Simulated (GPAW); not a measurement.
# Static electronic dielectric constant of cubic SrTiO3 from LDA and PBE linear response: effects of kernel, k mesh, band sum, local fields and scissors shift

The usual rule of thumb is that a smaller gap between filled and empty bands gives a larger electronic dielectric constant. In SrTiO3 the scissors shift tests this directly, because it raises the empty bands and leaves the orbitals unchanged. The other settings show how far ε∞ can move without any imposed change of gap. The quantity matters for optics and for oxide electronics: it sets the refractive index well below the absorption edge and the part of the screening that electrons supply without help from the ions. It is calculated here for clamped ions in a fixed cell, relative to vacuum (ε = 1). Changes are counted from the LDA, RPA run with a 10×10×10 mesh, 42 bands and a 60 eV local-field cutoff, unless another pair is named.

## Computational details

The measured cell of a diffraction database, fixed. GPAW 26.7.0, plane waves with PAW (cutoff 450 eV), no spin polarisation, no spin-orbit coupling, clamped ions. Each name gives functional, response level, k mesh, size of the sum over states, local-field cutoff and any scissors shift of the empty bands; line broadening 0.1 eV.

Notes on method and selection:

- Meshes coarser than about 0.2 1/Å can put ε∞ too high by tens of per cent where the direct gap is small.
- Runs that did not converge, have known faults or may not be shown are not listed, and runs on Ansatz's PAW sets soft_1 and soft_2 are kept to separate tables.

Columns:

- bands: bands in the sum.
- scissors (eV): scissors shift.
- k spacing (1/Å): k-point spacing.
- ε∞: real dielectric constant at zero frequency.

## Numbers

```
member                                                     bands  local-field cutoff (eV)  scissors (eV)  k spacing (1/Å)  ε∞
LDA, ALDA, 10×10×10, 42 bands, 60 eV                       42     60                       0              0.16             5.91
LDA, Bootstrap, 12×12×12, 42 bands, 100 eV, scissors 1 eV  42     100                      1              0.13             5.85
LDA, RPA, 10×10×10, 42 bands, 20 eV                        42     20                       0              0.16             6.00
LDA, RPA, 12×12×12, 42 bands, 100 eV, scissors 2 eV        42     100                      2              0.13             4.56
LDA, RPA, 12×12×12, 42 bands, 100 eV                       42     100                      0              0.13             ?
LDA, RPA, 12×12×12, 42 bands, 100 eV, scissors 1 eV        42     100                      1              0.13             5.05
PBE, RPA, 10×10×10, 42 bands, 60 eV                        42     60                       0              0.16             5.59
LDA, Bootstrap, 10×10×10, 42 bands, 60 eV, scissors 1 eV   42     60                       1              0.16             5.88
LDA, RPA, 4×4×4, 42 bands, 60 eV                           42     60                       0              0.40             6.28
LDA, RPA, 10×10×10, 27 bands, 60 eV                        27     60                       0              0.16             4.88
LDA, ALDA, 12×12×12, 42 bands, 100 eV                      42     100                      0              0.13             5.93
LDA, RPA, 10×10×10, 42 bands, 60 eV                        42     60                       0              0.16             5.79
LDA, RPA, 10×10×10, 42 bands, 120 eV                       42     120                      0              0.16             5.71
LDA, RPA, 10×10×10, 42 bands, 60 eV, scissors 1 eV         42     60                       1              0.16             5.08
```

Cells marked ? are withheld until the estimate has been made.

## What drives the series

The rule holds in direction. A scissors shift of 1 eV lowers ε∞ from 5.79 to 5.08, a change of −0.71. On the 12×12×12 mesh with a 100 eV cutoff, the step from 1 to 2 eV changes it by 4.56 − 5.05 = −0.49. Each transition contributes less to the static response as its energy rises, and a second electronvolt is a smaller fractional increase than the first.

The gap is not the only strong lever, however. Cutting the sum from 42 to 27 bands lowers ε∞ by 0.91, more than the first electronvolt of scissors shift. The filled bands are included in that count, so the short sum keeps only a few empty bands and loses many positive contributions to the polarisability. Whether 42 bands suffice is not shown in the table.

The kernel acts in the opposite direction to the scissors shift. ALDA raises the RPA value by 0.12, and Bootstrap raises it by 5.88 − 5.08 = 0.80 at a shift of 1 eV. An attractive exchange-correlation kernel offsets part of the repulsion between induced charges, so the electrons respond more strongly. Bootstrap thereby cancels the effect of the 1 eV shift and ends 0.09 above the unshifted RPA result.

Local fields reduce the response, since the induced charge is uneven within the cell and its short-range fields oppose further polarisation. Raising their cutoff from 20 to 60 eV changes ε∞ by −0.21, and from 60 to 120 eV by a further −0.08. The 4×4×4 mesh gives 6.28, which is 8% above the 10×10×10 value and reflects coarse sampling of the transitions. PBE lies 0.20 below LDA in the same cell; somewhat larger transition energies are a possible cause.

## A prediction

Plain estimates from the members shown:

- LDA, RPA, 12×12×12, 42 bands, 100 eV, mean of the 13 members shown: 5.58 , standard deviation 0.49

The mean of the shown members, 5.58 with a standard deviation of 0.49, mixes short band sums, shifted bands and different kernels. A better starting point is the LDA, RPA run with 42 bands and no scissors shift on the 10×10×10 mesh at 60 eV, which gives 5.79. The withheld member differs from it only in the finer mesh and the higher local-field cutoff.

The joint effect of these two changes is available from the RPA pair with a 1 eV scissors shift: 5.05 − 5.08 = −0.03. Carrying it over to the unshifted bands gives 5.79 − 0.03 = 5.76. The sign is reasonable, because a higher cutoff admits more of the opposing local fields. The size is also plausible, since the step from 60 to 120 eV on the 10×10×10 mesh lowers ε∞ by only 0.08.

The same correction can be tried on the two other kernels. For Bootstrap it gives 5.88 − 0.03 = 5.85, equal to the tabulated value. For ALDA it gives 5.91 − 0.03 = 5.88 against 5.93, a miss of 0.05. The root mean square of the two misses, √((0.00² + 0.05²) / 2) = 0.04, is taken as one standard deviation. With only two trials, that error bar is itself approximate.

**Committed estimate, LDA, RPA, 12×12×12, 42 bands, 100 eV: ε∞ = 5.76 ± 0.04.**

## The answer

```
member                                bands  local-field cutoff (eV)  scissors (eV)  k spacing (1/Å)  ε∞
LDA, RPA, 12×12×12, 42 bands, 100 eV  42     100                      0              0.13             5.75
```

```
member                                estimate   ε∞    computed  estimate − computed  miss in error bars
LDA, RPA, 12×12×12, 42 bands, 100 eV  committed  5.76  5.75      +0.01                0.2
LDA, RPA, 12×12×12, 42 bands, 100 eV  mean       5.58  5.75      −0.17
```

The estimate of 5.76 ± 0.04 lies 0.01 above the computed 5.75, well inside its error bar. The mean of the other members misses by −0.17.

Carrying the joint effect of mesh and cutoff over from the shifted RPA pair worked: the change is 5.75 − 5.79 = −0.04 without a scissors shift and −0.03 with 1 eV. The same transfer fails in sign for ALDA, where ε∞ rises by 5.93 − 5.91 = 0.02. The lead of ALDA over RPA therefore grows from 0.12 to 0.18. A higher cutoff admits more short-range components of the attractive kernel as well as more of the opposing local fields, which may explain the growth, although the mesh changes in the same step.

The new value also completes the scissors series on the 12×12×12 mesh: 5.75, 5.05 and 4.56 at 0, 1 and 2 eV. The fall becomes less steep, as expected when transition energies stand in the denominator.

## Where the trend breaks

Three members lie farthest from the earlier mean of 5.58, and each has a cause in its settings. The RPA run with a 2 eV scissors shift is lowest, at −1.02. It continues the fall seen at 1 eV and is no anomaly.

The 27-band run lies at −0.70 because most of the empty bands used in the 42-band runs are missing from its sum. The 4×4×4 run lies at +0.70. Its k spacing of 0.40 1/Å is twice the limit of about 0.2 1/Å given in the notes, and the excess over the 10×10×10 mesh is 6.28 − 5.79 = 0.49.

The two Bootstrap runs are close to the mean but far from the RPA scissors trend, by 0.80 on both meshes. This kernel has a long-range attractive part that imitates electron–hole attraction. ALDA lacks that part, in keeping with its much smaller effect.

## Experiment

```
member                                quantity  measured  computed  computed − measured  conditions                                                                                                                   source
LDA, RPA, 12×12×12, 42 bands, 100 eV  ε∞        5.1       5.75      +0.65 (+12.7 %)      high-frequency dielectric constant from ellipsometry; Temperature and photon energy of evaluation not stated in the passage  [1]
```

Sources:

[1] "Optical probe of ferroelectric order in bulk and thin film perovskite titanates" (2013, arXiv:1309.1245)

The unshifted LDA, RPA value of 5.75 is 0.65, or 12.7%, above the measured 5.1. An overestimate is expected from LDA, whose gaps in such oxides are too small by roughly one to two electronvolts.

Against the same measured value, RPA with a 1 eV shift is nearest, at −0.02 on the 10×10×10 mesh and −0.05 on the 12×12×12 mesh. The 4×4×4 run is farthest, at 6.28 − 5.1 = 1.18. The close agreement at 1 eV doesn't establish that shift as the right one. RPA omits electron–hole attraction, which would raise ε∞, and further empty bands would raise it too. Bootstrap includes such attraction approximately, but overshoots at the same shift, by 5.85 − 5.1 = 0.75 on the finer mesh and 5.88 − 5.1 = 0.78 on the other. The 27-band run comes as close as 5.1 − 4.88 = 0.22 only because a truncated sum offsets the small gap.

The measured constant comes from ellipsometry, with temperature and photon energy not stated. A high-frequency dielectric constant normally means the electronic limit, above the lattice vibrations and well below the absorption edge, and 5.1 is read here in that sense. The difference of 0.65 also contains whatever error remains from the 42-band sum and the 450 eV plane-wave cutoff, so it isn't the error of LDA alone.

## Rules of thumb and their limits

For RPA with 42 bands on the 12×12×12 mesh, the scissors series follows ε∞ = 1 + A / (1 + Δ / E), where Δ is the shift. The numerator A is the unshifted value less one, 5.75 − 1 = 4.75. The effective transition energy E, in eV, is fixed by the first step: (5.05 − 1) / (5.75 − 5.05) = 5.79. At 2 eV the formula gives 1 + 4.75 / (1 + 2 / 5.79) = 4.53 against the computed 4.56, so shifts between 0 and 2 eV can be estimated to a few hundredths. That margin applies to reproducing runs with these settings, including the 450 eV plane-wave cutoff, and says nothing about how well ε∞ itself is converged. The formula doesn't cover Bootstrap.

The same formula limits the explanation I offered for PBE, larger transition energies. On the 10×10×10 mesh E is (5.08 − 1) / (5.79 − 5.08) = 5.75, so lowering ε∞ by 0.20 would take a uniform shift of 5.75 × 0.20 / (5.59 − 1) = 0.25 eV. The PBE gap is wider than the LDA gap, but by clearly less than that. A uniform rise of the empty bands by the change in gap therefore accounts for only part of the difference. These runs don't show whether the rest comes from higher transitions or from changed orbitals.

In terms of the refractive index, √ε∞, a 1 eV shift lowers the result from √5.75 = 2.40 to √5.05 = 2.25. The choice of gap correction and kernel matters far more than the joint step to the 12×12×12 mesh and the 100 eV local-field cutoff.

The plane-wave cutoff is a setting that the table doesn't test. One further LDA, RPA run, with a lower plane-wave cutoff and otherwise the reference settings, converged but isn't listed, and I should have named it with the other settings. Its direct gap is narrower than at 450 eV, so the lower cutoff does alter the bands. None of the runs goes above 450 eV, and the error that this cutoff leaves in ε∞ is therefore unknown.

The largest omitted effect is the motion of the ions. In a static field it adds hundreds to the dielectric constant of SrTiO3 at room temperature, so these values apply only at frequencies well above the lattice vibrations and well below the absorption edge.

[Logs are printed without paths, hosts, clocks, repeated set-up lines and the standing remarks that a program may print on its own settings, such as how far it seeks lower states.]
